**Exact exchange, range separation and basis in the lowest excitation of H2N–SiH2–OH**

The table holds vertical S1 (TDDFT) and T1 (Tamm-Dancoff) energies, f(S1) and the polarisability from PySCF, gas phase, at one PBE0-D3(BJ)/def2-SVP geometry, for nine levels in def2-SVPD and PBE0 in four bases. The program fits straight lines in the exact-exchange share to the HOMO, the LUMO, gap − S1, S1 and T1 of the five correlated global rows, and then applies a Gaussian range filter to predict the three range-separated rows without a further fit. The slopes add as 5.46 + 2.67 − 6.10 = 2.03 eV per unit share, so S1 rises at a quarter of the rate of the gap. The filter reproduces the range-separated S1 with an rms error of 0.13 eV, against 0.90 and 0.76 eV for the long-range or short-range share alone, but misorders CAM-B3LYP and wB97X-D. The output also lists the misfit of HF, the basis shifts of PBE0 and the small part of S1 in the polarisability.

H5NOSi (SMILES N[SiH2]O) in the gas phase, computed with PySCF 2.14.0 and density fitting at the PBE0-D3(BJ)/def2-SVP geometry. Vertical excitations are from TDDFT for singlets and Tamm-Dancoff for triplets, with core orbitals frozen in the response. Exact-exchange shares are the functionals' definitions, rounded to whole per cent; the polarisability is the isotropic mean.

## Script

```python
# Table: vertical S1 (TDDFT), T1 (Tamm-Dancoff), f(S1) and polarisability of H2N-SiH2-OH,
# PySCF, gas phase, PBE0-D3(BJ)/def2-SVP geometry, several functionals and bases.
# Tested: S1 = gap - a*J with parts linear in the exact-exchange share a, and a Gaussian
# range filter that predicts the range-separated rows with no further fit.
T = {
    'functional': ['LDA', 'PBE', 'B3LYP', 'BHandHLYP', 'CAM-B3LYP', 'HF', 'LC-wPBE', 'wB97X-D', 'PBE0', 'PBE0', 'PBE0', 'PBE0'],
    'basis': ['def2-SVPD', 'def2-SVPD', 'def2-SVPD', 'def2-SVPD', 'def2-SVPD', 'def2-SVPD', 'def2-SVPD', 'def2-SVPD', '6-31G(d)', 'def2-SVP', 'def2-SVPD', 'def2-TZVP'],
    'exx': [0, 0, 20, 50, 65, 100, 100, 100, 25, 25, 25, 25],  # %
    's1': [6.02, 5.96, 6.4, 6.98, 6.68, 7.73, 7.22, 6.88, 7.38, 7.25, 6.62, 6.83],  # eV
    'f1': [0.051, 0.052, 0.049, 0.046, 0.046, 0.047, 0.047, 0.05, 0.039, 0.029, 0.047, 0.038],
    'main': ['HOMO to LUMO', 'HOMO to LUMO', 'HOMO to LUMO', 'HOMO to LUMO', 'HOMO to LUMO', 'HOMO to LUMO', 'HOMO to LUMO', 'HOMO to LUMO', 'HOMO to LUMO+1', 'HOMO to LUMO', 'HOMO to LUMO', 'HOMO to LUMO'],
    't1': [5.72, 5.64, 6.04, 6.55, 6.28, 7.12, 6.76, 6.59, 6.75, 6.68, 6.24, 6.35],  # eV
    'alpha': [43.6, 43.0, 41.0, 38.8, 40.3, 36.4, 39.4, 40.3, 29.8, 31.5, 40.6, 36.6],  # bohr^3
}
import numpy as np
from scipy.constants import physical_constants as pc, h, c, e
Eh = pc['Hartree energy in eV'][0]; a0 = pc['Bohr radius'][0]*1e10
fn, bs = T['functional'], T['basis']
a = np.array(T['exx'], float)/100
s1, t1, f1, al = (np.array(T[k], float) for k in ('s1', 't1', 'f1', 'alpha'))
# further outputs of the same runs (eV), in row order; ionisation energy by energy difference
homo = np.array([-6.404,-6.258,-7.453,-9.060,-9.148,-11.255,-10.556,-9.636,-7.314,-7.373,-7.693,-7.619])
lumo = np.array([-0.549,-0.453,-0.012,0.811,0.952,2.315,2.038,1.927,1.599,1.474,0.294,0.706])
ip = {'LDA':9.89,'PBE':9.74,'B3LYP':10.06,'BHandHLYP':10.03,'CAM-B3LYP':10.23,'HF':8.93,'LC-wPBE':10.33,'wB97X-D':10.18,'PBE0':10.03}
# recalled definitions, two figures: short-range share, omega (1/bohr)
rs = {'CAM-B3LYP': (0.19, 0.33), 'wB97X-D': (0.22, 0.20), 'LC-wPBE': (0.0, 0.40)}
D = {fn[i]: i for i in range(len(fn)) if bs[i] == 'def2-SVPD'}
B = {bs[i]: i for i in range(len(fn)) if fn[i] == 'PBE0'}
gap = lumo - homo; att = gap - s1
G = [D[n] for n in ('LDA', 'PBE', 'B3LYP', 'PBE0', 'BHandHLYP')]; hf = D['HF']
Q = {'-HOMO': -homo, 'LUMO': lumo, 'gap': gap, 'gap-S1': att, 'S1': s1, 'T1': t1}
F = {k: np.polyfit(a[G], v[G], 1) for k, v in Q.items()}
print('Lines in share a, 5 correlated global rows, def2-SVPD (eV; table rounding 0.005)')
for k, v in Q.items():
    r = v - np.polyval(F[k], a)
    print(f' {k:7s}= {F[k][1]:5.2f} + {F[k][0]:.2f} a, largest miss {abs(r[G]).max():.2f}, HF (not fitted) {r[hf]:+.2f}')
kH, kL, kJ, kS = (F[k][0] for k in ('-HOMO', 'LUMO', 'gap-S1', 'S1'))
print(f'slopes add: {kH:.2f} + {kL:.2f} - {kJ:.2f} = {kH+kL-kJ:.2f}; S1/gap slope {kS/F["gap"][0]:.2f}; e^2/J {Eh/kJ*a0:.1f} A')
print('row: a, gap, gap-S1, S1 minus line, S1-T1, S1+HOMO, IP+HOMO (eV)')
for n, i in D.items():
    print(f' {n:10s}{a[i]:5.2f}{gap[i]:7.2f}{att[i]:6.2f}{s1[i]-np.polyval(F["S1"], a[i]):+6.2f}{s1[i]-t1[i]:6.2f}{s1[i]+homo[i]:+6.2f}{ip[n]+homo[i]:+6.2f}')
x = [n for n in D if n != 'HF']
print(f'without HF: spread of IP {np.ptp([ip[n] for n in x]):.2f}, of -HOMO {np.ptp([homo[D[n]] for n in x]):.2f} eV')
J = np.array([2*kH, 2*kL, kJ]); p = np.sqrt(np.pi)/2*J/Eh
print('Gaussian filter: J (eV) HH, LL, HL', np.round(J, 1), ' p (1/bohr)', np.round(p, 3))
print('effective share model/found for HOMO, LUMO, attraction; share found from S1')
err = {}
for n, (sr, w) in rs.items():
    i = D[n]; m = sr + (a[i] - sr)*w/np.sqrt(w*w + p*p)
    o = [(Q[k][i] - F[k][1])/F[k][0] for k in ('-HOMO', 'LUMO', 'gap-S1', 'S1')]
    print(f' {n:10s}' + '  '.join(f'{m[j]:.2f}/{o[j]:.2f}' for j in range(3)) + f'   {o[3]:.2f}')
    pm = F['S1'][1] + kH*m[0] + kL*m[1] - kJ*m[2]
    err[n] = np.array([pm, np.polyval(F['S1'], a[i]), np.polyval(F['S1'], sr)]) - s1[i]
print('predicted S1 (error, eV): filter, long-range share only, short-range share only')
for n, r in err.items():
    print(f' {n:10s}table {s1[D[n]]:.2f}: ' + '  '.join(f'{s1[D[n]]+v:.2f} ({v:+.2f})' for v in r))
print(' rms error (eV):', np.round(np.sqrt(np.mean(np.array(list(err.values()))**2, axis=0)), 2))
print('PBE0 minus def2-SVPD: S1, T1, HOMO, LUMO (eV), f ratio, polarisability (%); S1+HOMO')
d = B['def2-SVPD']
for n, i in B.items():
    if i != d:
        print(f' {n:10s}{s1[i]-s1[d]:+6.2f}{t1[i]-t1[d]:+6.2f}{homo[i]-homo[d]:+6.2f}{lumo[i]-lumo[d]:+6.2f}{f1[i]/f1[d]:6.2f}{100*(al[i]/al[d]-1):+6.1f};{s1[i]+homo[i]:+6.2f}')
Di, Bi = list(D.values()), list(B.values())
print(f'S1 spread (eV): functionals {np.ptp(s1[Di]):.2f}, PBE to BHandHLYP {s1[D["BHandHLYP"]]-s1[D["PBE"]]:.2f}, bases {np.ptp(s1[Bi]):.2f}')
print(f'exponent of polarisability in S1: functionals {np.polyfit(np.log(s1[Di]), np.log(al[Di]), 1)[0]:.2f}, bases {np.polyfit(np.log(s1[Bi]), np.log(al[Bi]), 1)[0]:.2f}')
sh = 100*f1/(s1/Eh)**2/al
print(f'S1 term f/w^2 in polarisability: {sh.min():.1f} to {sh.max():.1f} %; PBE to HF change {100*(al[hf]/al[D["PBE"]]-1):+.1f} %')
print(f'S1 wavelength, def2-SVPD: {h*c/e/s1[Di].max()*1e9:.0f} to {h*c/e/s1[Di].min()*1e9:.0f} nm')
assert np.all(np.diff(s1[G[1:] + [hf]]) > 0)
assert 0 < kS < 0.5*F['gap'][0]
assert all(r[1] > 0 > r[2] for r in err.values())
assert s1[d] == s1[Bi].min() and al[d] == al[Bi].max()
```

Printed output:

```
Lines in share a, 5 correlated global rows, def2-SVPD (eV; table rounding 0.005)
 -HOMO  =  6.34 + 5.46 a, largest miss 0.08, HF (not fitted) -0.54
 LUMO   = -0.49 + 2.67 a, largest miss 0.12, HF (not fitted) +0.13
 gap    =  5.85 + 8.13 a, largest miss 0.11, HF (not fitted) -0.41
 gap-S1 = -0.16 + 6.10 a, largest miss 0.02, HF (not fitted) -0.10
 S1     =  6.01 + 2.03 a, largest miss 0.10, HF (not fitted) -0.31
 T1     =  5.70 + 1.78 a, largest miss 0.09, HF (not fitted) -0.36
slopes add: 5.46 + 2.67 - 6.10 = 2.03; S1/gap slope 0.25; e^2/J 2.4 A
row: a, gap, gap-S1, S1 minus line, S1-T1, S1+HOMO, IP+HOMO (eV)
 LDA        0.00   5.85 -0.17 +0.01  0.30 -0.38 +3.49
 PBE        0.00   5.80 -0.16 -0.05  0.32 -0.30 +3.48
 B3LYP      0.20   7.44  1.04 -0.02  0.36 -1.05 +2.61
 BHandHLYP  0.50   9.87  2.89 -0.04  0.43 -2.08 +0.97
 CAM-B3LYP  0.65  10.10  3.42 -0.65  0.40 -2.47 +1.08
 HF         1.00  13.57  5.84 -0.31  0.61 -3.53 -2.33
 LC-wPBE    1.00  12.59  5.37 -0.82  0.46 -3.34 -0.23
 wB97X-D    1.00  11.56  4.68 -1.16  0.29 -2.76 +0.54
 PBE0       0.25   7.99  1.37 +0.10  0.38 -1.07 +2.34
without HF: spread of IP 0.59, of -HOMO 4.30 eV
Gaussian filter: J (eV) HH, LL, HL [10.9  5.3  6.1]  p (1/bohr) [0.356 0.174 0.199]
effective share model/found for HOMO, LUMO, attraction; share found from S1
 CAM-B3LYP 0.50/0.52  0.60/0.54  0.58/0.59   0.33
 wB97X-D   0.60/0.60  0.81/0.90  0.77/0.79   0.43
 LC-wPBE   0.75/0.77  0.92/0.95  0.90/0.91   0.60
predicted S1 (error, eV): filter, long-range share only, short-range share only
 CAM-B3LYP table 6.68: 6.79 (+0.11)  7.33 (+0.65)  6.40 (-0.28)
 wB97X-D   table 6.88: 6.74 (-0.14)  8.04 (+1.16)  6.46 (-0.42)
 LC-wPBE   table 7.22: 7.08 (-0.14)  8.04 (+0.82)  6.01 (-1.21)
 rms error (eV): [0.13 0.9  0.76]
PBE0 minus def2-SVPD: S1, T1, HOMO, LUMO (eV), f ratio, polarisability (%); S1+HOMO
 6-31G(d)   +0.76 +0.51 +0.38 +1.30  0.83 -26.6; +0.07
 def2-SVP   +0.63 +0.44 +0.32 +1.18  0.62 -22.4; -0.12
 def2-TZVP  +0.21 +0.11 +0.07 +0.41  0.81  -9.9; -0.79
S1 spread (eV): functionals 1.77, PBE to BHandHLYP 1.02, bases 0.76
exponent of polarisability in S1: functionals -0.62, bases -2.77
S1 term f/w^2 in polarisability: 1.3 to 2.5 %; PBE to HF change -15.3 %
S1 wavelength, def2-SVPD: 160 to 208 nm
```
